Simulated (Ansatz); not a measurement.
How methods differ on AlH2I (SMILES [H][Al]([H])[I])

The species is AlH2I (4 atoms), meant as a singlet with charge 0. As SMILES, `[H][Al]([H])[I]`. Geometry: a GFN2-xTB relaxation, a rough one for these elements and not checked as a minimum.

Quantity: the electronic atomisation energy, in eV. The values are calculated. Electronic energies at fixed atoms, without zero-point motion or spin-orbit coupling.

```json
{"level": "BLYP/STO-3G", "kind": "GGA", "program": "Ansatz", "value (eV)": "14.52", "less FCI/STO-3G": "+1.46", "CPU time (all runs)": "4.1 s"}
{"level": "B3LYP/STO-3G", "kind": "global hybrid", "program": "Ansatz", "value (eV)": "14.55", "less FCI/STO-3G": "+1.49", "CPU time (all runs)": "4 s"}
{"level": "BHLYP/STO-3G", "kind": "global hybrid", "program": "Ansatz", "value (eV)": "14.32", "less FCI/STO-3G": "+1.26", "CPU time (all runs)": "3.2 s"}
{"level": "r2SCAN0/STO-3G", "kind": "hybrid meta-GGA", "program": "Ansatz", "value (eV)": "14.62", "less FCI/STO-3G": "+1.56", "CPU time (all runs)": "9.1 s"}
{"level": "CAM-B3LYP/STO-3G", "kind": "range-separated hybrid", "program": "Ansatz", "value (eV)": "14.55", "less FCI/STO-3G": "+1.49", "CPU time (all runs)": "3.9 s"}
{"level": "HSE06/STO-3G", "kind": "range-separated hybrid", "program": "Ansatz", "value (eV)": "14.53", "less FCI/STO-3G": "+1.47", "CPU time (all runs)": "4.8 s"}
{"level": "CCSDTQ/STO-3G", "kind": "coupled cluster or CI", "program": "Ansatz", "value (eV)": "13.06", "less FCI/STO-3G": "0.00", "CPU time (all runs)": "15 s"}
{"level": "FCI/STO-3G", "kind": "exact in the basis", "program": "Ansatz", "value (eV)": "13.06", "less FCI/STO-3G": "0.00", "CPU time (all runs)": "6 s"}
```

FCI/STO-3G is exact within its basis and frozen core, so for wave-function methods in that basis the difference is their error; functionals converge differently with the basis, so for them it is only a difference. All-electron rows without a relativistic Hamiltonian named are non-relativistic. The values span 13.06 to 14.62 eV. All rows use very small basis sets, so even the best lies far from the true value. In the correlated wave-function rows the outer d shell of I is correlated, in sets not made for it. CPU times are rough (shared hosts, several kinds of processor): they show what a rung costs within a factor of a few.

All six functionals put the atomisation energy above the FCI value, whereas CCSDTQ reproduces it to the printed precision. AlH2I has three polar σ bonds and a formally empty Al 3p orbital, with no stretched bond to bring in strong static correlation, so connected excitations beyond quadruples contribute almost nothing here. Without lower coupled-cluster levels, the rows can't tell whether triples would already suffice.

The functionals' offset probably arises because they draw the correlation gained on pairing electrons into bonds from the density, while FCI can draw it only from the few empty orbitals of a minimal basis. It is therefore no measure of overbinding. Exact exchange gives no steady trend either: from BLYP to B3LYP the value rises slightly, then falls to 14.32 eV with BHLYP. CAM-B3LYP matches B3LYP, so long-range exchange has little net effect in so compact a molecule. As the total covers all three bonds, it doesn't separate the Al–I strength from that of Al–H.
